**Polarisability, screening and dispersion of fourth-period cations**

The table holds coupled and uncoupled dipole polarisabilities, C6 and C9 of singly charged fourth-period ions from a spherical, spin-unpolarised, scalar-relativistic LB94 calculation with a Hartree plus adiabatic LDA kernel. The program tests the one-pole relation $C_9=\tfrac34\alpha C_6$, which has no fitted parameter and overshoots every row, from 1.9% for K+ to 17.9% for Cr+. A power law in Slater's effective charge, fitted to the six 4s1 ions, has exponent $-3.6$ and errors up to 3%, while the ions with 3d but no 4s electrons reach only 0.41 to 0.43 of that curve. Estimates from size and orbital energy, summed over the 4s and 4p electrons, predict too small a fall from Se+ to Kr+, and Ca+ comes out about a third below a rough recalled value.

Singly charged fourth-period ions in their NIST ground configurations, computed with radks 1 (radial solver with Libxc): scalar-relativistic, spin-unpolarised Kohn-Sham with the LB94 potential, open shells spread evenly over spin and m, and a Fermi nucleus. Linear response is from Sternheimer equations with the Hartree and adiabatic LDA kernel.

## Analysis program

```python
# Table: dipole polarisability (coupled, uncoupled), C6, C9 of fourth-period +1 ions; radks, LB94,
# scalar-relativistic, spin-unpolarised spherical atom, Sternheimer with Hartree + adiabatic LDA kernel.
# Tested: one-pole relation C9 = 3/4 alpha C6; Slater Zeff power law for 4s1 ions; size/gap estimates.
T = {
    'ion': ['K+', 'Ca+', 'Sc+', 'Ti+', 'Cr+', 'Mn+', 'Fe+', 'Ni+', 'Cu+', 'Zn+', 'Ga+', 'Ge+', 'As+', 'Se+', 'Br+', 'Kr+'],
    'Z': [19, 20, 21, 22, 24, 25, 26, 28, 29, 30, 31, 32, 33, 34, 35, 36],
    'N': [18, 19, 20, 21, 23, 24, 25, 27, 28, 29, 30, 31, 32, 33, 34, 35],
    'configuration': ['[Ne] 3s2 3p6', '[Ar] 4s1', '[Ar] 3d1 4s1', '[Ar] 3d2 4s1', '[Ar] 3d5', '[Ar] 3d5 4s1', '[Ar] 3d6 4s1', '[Ar] 3d9', '[Ar] 3d10', '[Ar] 3d10 4s1', '[Ar] 3d10 4s2', '[Ar] 3d10 4s2 4p1', '[Ar] 3d10 4s2 4p2', '[Ar] 3d10 4s2 4p3', '[Ar] 3d10 4s2 4p4', '[Ar] 3d10 4s2 4p5'],
    'dipole_polarisability': [5.741, 49.93, 41.15, 34.54, 10.65, 22.2, 19.55, 6.58, 5.923, 12.58, 14.39, 15.83, 15.18, 13.74, 12.15, 10.65],  # bohr³
    'uncoupled_dipole_polarisability': [8.918, 67.61, 57.79, 49.53, 13.73, 32.63, 28.81, 8.838, 8.018, 18.56, 25.24, 25.04, 23.42, 21.17, 18.82, 16.63],  # bohr³
    'c6': [24.79, 303.0, 239.6, 191.4, 39.37, 105.6, 88.67, 22.32, 19.56, 47.97, 67.11, 84.95, 88.25, 82.99, 74.39, 65.18],  # a.u.
    'c9_triple_dipole': [104.7, 10710, 6922, 4606, 266.8, 1607, 1183, 95.12, 75.14, 406.7, 680.1, 961.7, 967.0, 827.0, 657.2, 505.6],  # a.u.
    'screening': [0.644, 0.739, 0.712, 0.697, 0.776, 0.68, 0.679, 0.745, 0.739, 0.678, 0.57, 0.632, 0.648, 0.649, 0.645, 0.64],
}
import numpy as np
from itertools import product
from scipy.constants import physical_constants as pc
eV = pc['Hartree energy in eV'][0]
ion = T['ion']; ix = {s: i for i, s in enumerate(ion)}
Z, a, a0, c6, c9 = (np.array(T[k], float) for k in ('Z', 'dipole_polarisability',
    'uncoupled_dipole_polarisability', 'c6', 'c9_triple_dipole'))
occ = lambda c, sh: sum(int(t[2:]) for t in c.split() if t.startswith(sh))
ns, npp, nd = (np.array([occ(c, sh) for c in T['configuration']]) for sh in ('4s', '4p', '3d'))
nsp = ns + npp; nsp[ix['K+']] = 8  # K+: 3s2 3p6 is the outer shell
w0 = 4*c6/(3*a**2); Ne = a*w0**2; m9 = 0.75*a*c6; err = 100*(m9/c9 - 1)
print('One pole: w0=4C6/(3a^2), Neff=a*w0^2 (from C6); test C9 model = 3/4 a C6')
print('ion  a/a0  a0/a-1  w0[Ha] w0[eV]  Neff  n(s+p) n(d)  C9 model  error%')
for i, s in enumerate(ion):
    print(f'{s:4s} {a[i]/a0[i]:.3f} {a0[i]/a[i]-1:6.3f} {w0[i]:7.3f} {w0[i]*eV:6.2f} {Ne[i]:6.2f} {nsp[i]:4d} {nd[i]:5d} {m9[i]:10.1f} {err[i]:+6.1f}')
rnd = lambda x: 0.5*10**(np.floor(np.log10(x)) - 3)/x
print(f'C9 error: smallest {ion[err.argmin()]} {err.min():.1f}%, worst {ion[err.argmax()]} {err.max():.1f}%; rounding up to {100*(rnd(a)+rnd(c6)+rnd(c9)).max():.2f}%')
def over(r):  # two poles at 1 and r, equal static weight
    w = (1.0, r)
    C6 = 1.5*sum(x*y/(x+y) for x, y in product(w, w))/4
    C9 = 1.5*sum(x*y*z*(x+y+z)/((x+y)*(y+z)*(z+x)) for x, y, z in product(w, w, w))/8
    return 100*(0.75*C6/C9 - 1)
print('Illustration, two equal-weight poles, overshoot of 3/4 a C6: ' + ', '.join(f'ratio {r}: {over(r):.1f}%' for r in (1, 2, 3, 4, 6)))
s1 = np.where(ns == 1)[0]; Zf = Z - 10 - 0.85*(8 + nd); x = np.log(Zf[s1]); y = np.log(a[s1])
print('4s1 ions ' + ' '.join(ion[i] for i in s1) + '; Slater Zeff ' + ' '.join(f'{Zf[i]:.2f}' for i in s1))
p, c = np.polyfit(x, y, 1)
for lab, q in (('free', p), ('fixed', -4.0), ('fixed', -3.0)):
    r = 100*(np.exp(q*x + np.mean(y - q*x) - y) - 1)
    print(f' a ~ Zeff^{q:.2f} ({lab}): errors % ' + ' '.join(f'{v:+.1f}' for v in r) + f'; rms {np.sqrt(np.mean(r**2)):.1f}')
R = lambda v, s, t: v[ix[s]]/v[ix[t]]
print(f' uncoupled exponent {np.polyfit(x, np.log(a0[s1]), 1)[0]:.2f}; Ca+/Zn+: a {R(a,"Ca+","Zn+"):.2f}, a0 {R(a0,"Ca+","Zn+"):.2f}, C6 {R(c6,"Ca+","Zn+"):.2f}')
print('3d^n ions (no 4s, not fitted) against the 4s1 curve at the same Z:')
frac = []
for s in ('Cr+', 'Ni+', 'Cu+'):
    i = ix[s]; f = np.exp(c)*(Z[i] - 10 - 0.85*(7 + nd[i]))**p; frac.append(a[i]/f)
    print(f' {s}: curve {f:.1f}, table {a[i]:.2f} bohr^3, table/curve {a[i]/f:.2f}')
print(f'a ratios: Ca+/K+ {R(a,"Ca+","K+"):.2f}, Ti+/Cr+ {R(a,"Ti+","Cr+"):.2f}, Mn+/Cr+ {R(a,"Mn+","Cr+"):.2f}, Zn+/Cu+ {R(a,"Zn+","Cu+"):.2f}')
print(f'Kr+/Cr+: a {R(a,"Kr+","Cr+"):.3f}, C6 {R(c6,"Kr+","Cr+"):.3f}, C9 {R(c9,"Kr+","Cr+"):.3f}, Neff {R(Ne,"Kr+","Cr+"):.2f}')
pb = np.where(ns == 2)[0]
print('p-block maxima: ' + ', '.join(f'{l} {ion[pb[v[pb].argmax()]]}' for l, v in (('a0', a0), ('a', a), ('C6', c6), ('C9', c9))))
for s, t in zip(pb[:-1], pb[1:]):
    print(f' {ion[s]}->{ion[t]} change %: ' + ', '.join(f'{l} {100*(v[t]/v[s]-1):+.1f}' for l, v in (('a0', a0), ('a', a), ('w0', w0), ('C6', c6), ('C9', c9))))
# further outputs of the same runs, Se+ then Kr+: mean radii (bohr), eigenvalues (eV), radius at density 0.001
rs, rp = np.array([1.70571, 1.51668]), np.array([2.07602, 1.81238])
es, ep = np.array([32.5792, 40.0097]), np.array([20.6633, 25.2676])
rd = np.array([3.86079, 3.7136]); n = npp[[ix['Se+'], ix['Kr+']]]; q = lambda v: v[1]/v[0]
print(f'Kr+/Se+ table: a {R(a,"Kr+","Se+"):.3f}, a0 {R(a0,"Kr+","Se+"):.3f}')
print(f' estimates (4s+4p): sum n r^2/|e| {q(2*rs**2/es+n*rp**2/ep):.3f}, sum n r^4 {q(2*rs**4+n*rp**4):.3f}')
print(f' size only: density radius cubed {q(rd**3):.3f}, 4p radius cubed {q(rp**3):.3f}')
g = es - ep
print(f' 4s-4p gap {g[0]:.1f}, {g[1]:.1f} eV; weight (1-n/6)/gap, Kr+/Se+ {q((1-n/6)/g):.2f}')
ref = 76.  # rough recalled Ca+ polarisability, bohr^3
print(f'Ca+ against rough recalled {ref:.0f} bohr^3: coupled {100*(a[ix["Ca+"]]/ref-1):+.0f}%, uncoupled {100*(a0[ix["Ca+"]]/ref-1):+.0f}%')
assert (err > 1).all()
assert -4 < p < -3
assert max(frac) < 0.6
assert ion[(a/a0).argmin()] == 'Ga+' and (a < a0).all() and (np.diff(w0[pb]) > 0).all()
```

It prints:

```
One pole: w0=4C6/(3a^2), Neff=a*w0^2 (from C6); test C9 model = 3/4 a C6
ion  a/a0  a0/a-1  w0[Ha] w0[eV]  Neff  n(s+p) n(d)  C9 model  error%
K+   0.644  0.553   1.003  27.29   5.77    8     0      106.7   +1.9
Ca+  0.739  0.354   0.162   4.41   1.31    1     0    11346.6   +5.9
Sc+  0.712  0.404   0.189   5.13   1.46    1     1     7394.7   +6.8
Ti+  0.697  0.434   0.214   5.82   1.58    1     2     4958.2   +7.6
Cr+  0.776  0.289   0.463  12.59   2.28    0     5      314.5  +17.9
Mn+  0.680  0.470   0.286   7.77   1.81    1     5     1758.2   +9.4
Fe+  0.679  0.474   0.309   8.42   1.87    1     6     1300.1   +9.9
Ni+  0.745  0.343   0.687  18.70   3.11    0     9      110.1  +15.8
Cu+  0.739  0.354   0.743  20.23   3.27    0    10       86.9  +15.6
Zn+  0.678  0.475   0.404  11.00   2.05    1    10      452.6  +11.3
Ga+  0.570  0.754   0.432  11.76   2.69    2    10      724.3   +6.5
Ge+  0.632  0.582   0.452  12.30   3.23    3    10     1008.6   +4.9
As+  0.648  0.543   0.511  13.90   3.96    4    10     1004.7   +3.9
Se+  0.649  0.541   0.586  15.95   4.72    5    10      855.2   +3.4
Br+  0.646  0.549   0.672  18.28   5.49    6    10      677.9   +3.1
Kr+  0.640  0.562   0.766  20.85   6.25    7    10      520.6   +3.0
C9 error: smallest K+ 1.9%, worst Cr+ 17.9%; rounding up to 0.10%
Illustration, two equal-weight poles, overshoot of 3/4 a C6: ratio 1: 0.0%, ratio 2: 3.0%, ratio 3: 7.7%, ratio 4: 12.3%, ratio 6: 20.7%
4s1 ions Ca+ Sc+ Ti+ Mn+ Fe+ Zn+; Slater Zeff 3.20 3.35 3.50 3.95 4.10 4.70
 a ~ Zeff^-3.59 (free): errors % -3.0 -0.1 +1.7 +2.6 +1.9 -2.9; rms 2.3
 a ~ Zeff^-4.00 (fixed): errors % +3.8 +4.9 +4.9 +0.6 -1.6 -11.5; rms 5.7
 a ~ Zeff^-3.00 (fixed): errors % -11.8 -6.7 -2.6 +5.5 +7.1 +10.5; rms 8.0
 uncoupled exponent -3.38; Ca+/Zn+: a 3.97, a0 3.64, C6 6.32
3d^n ions (no 4s, not fitted) against the 4s1 curve at the same Z:
 Cr+: curve 26.2, table 10.65 bohr^3, table/curve 0.41
 Ni+: curve 15.5, table 6.58 bohr^3, table/curve 0.43
 Cu+: curve 13.7, table 5.92 bohr^3, table/curve 0.43
a ratios: Ca+/K+ 8.70, Ti+/Cr+ 3.24, Mn+/Cr+ 2.08, Zn+/Cu+ 2.12
Kr+/Cr+: a 1.000, C6 1.656, C9 1.895, Neff 2.74
p-block maxima: a0 Ga+, a Ge+, C6 As+, C9 As+
 Ga+->Ge+ change %: a0 -0.8, a +10.0, w0 +4.6, C6 +26.6, C9 +41.4
 Ge+->As+ change %: a0 -6.5, a -4.1, w0 +13.0, C6 +3.9, C9 +0.6
 As+->Se+ change %: a0 -9.6, a -9.5, w0 +14.8, C6 -6.0, C9 -14.5
 Se+->Br+ change %: a0 -11.1, a -11.6, w0 +14.6, C6 -10.4, C9 -20.5
 Br+->Kr+ change %: a0 -11.6, a -12.3, w0 +14.0, C6 -12.4, C9 -23.1
Kr+/Se+ table: a 0.775, a0 0.786
 estimates (4s+4p): sum n r^2/|e| 0.951, sum n r^4 0.888
 size only: density radius cubed 0.890, 4p radius cubed 0.665
 4s-4p gap 11.9, 14.7 eV; weight (1-n/6)/gap, Kr+/Se+ 0.27
Ca+ against rough recalled 76 bohr^3: coupled -34%, uncoupled -11%
```
